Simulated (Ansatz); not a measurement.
Hf: pressure against volume scale

Periodic Kohn-Sham DFT of a crystal at fixed atoms, scaled to volume_scale times the given cell; pressure positive in compression, energy less spherical unpolarised free atoms, largest_vzz the field gradient of largest size among the nuclei. The results are calculated, by Ansatz 0.2.0.

The cell before it is scaled or strained (space group P6_3/mmc, No. 194):
```
CELL_PARAMETERS angstrom
3.19670 0.00000 0.00000
-1.59830 2.76840 0.00000
0.00000 0.00000 5.05780
ATOMIC_POSITIONS crystal
Hf 0.33333 0.66667 0.25000
Hf 0.66667 0.33333 0.75000
```

Settings of every row: method frozen-core PAW; functional PBEsol; relativity scalar; k mesh 13x13x7; filling fermi-dirac; smearing width 0.05 eV; wave cutoff 420 eV; paw set soft_2.

Atom start moment: 0 on all atoms.

Limits: PAW files made with PBE; field gradient without spin-orbit coupling on heavy atoms; no gap: field gradients move with the k mesh; no spin-orbit coupling on heavy atoms.

```
row  volume scale  V (Å³/atom)  pressure (GPa)  largest V_zz (1e21 V/m^2)
  1          0.94       21.037           3.235                     10.545
  2          0.98       21.933               ?                          ?
  3             1        22.38          -3.726                      9.185
  4          1.01       22.604          -4.713                      8.933
  5          1.04       23.275          -7.419                      8.154
```

Question: what pressure should row 2 give?

Worked fit of pressure. Take u = (V_r/V)^(2/3) − 1 with V_r = 22.492 Å³ an atom, which is twice the finite (Eulerian) strain; such expansions in the strain, on which the Birch-Murnaghan equation of state is built, carry the rest volume and the bulk modulus. The shown rows have u = 0.04559, 0.00333, -0.00331, -0.02256. Least squares give pressure = −4.2246 + 148.882 × u + 323.33 × u² GPa; a straight line predicts inner rows, each left out in turn, worse (root mean square 0.22 against 0.0017 GPa). The rows lie off it by 0.000, -0.001, 0.001, 0.000. The pressure vanishes at u = 0.0268, or V = 21.62 Å³ an atom, and there the bulk modulus at fixed shape and fractions is B = −V dP/dV = (2/3)(1 + u) dP/du = 114 GPa. Letting shape and atoms relax would as a rule lower it, by much in layered, chain or molecular crystals. The withheld row has u = 0.01692, so the fit gives −4.2246 + 148.882 × (0.01692) + 323.33 × (0.01692)² = -1.613 GPa.

The calculation gave -1.611 GPa. The fit lies 0.002 GPa (0.019 % of the column's range) below it; its largest miss of a shown row is 0.001 GPa.

The other values of row 2: largest V_zz 9.669 1e21 V/m^2.
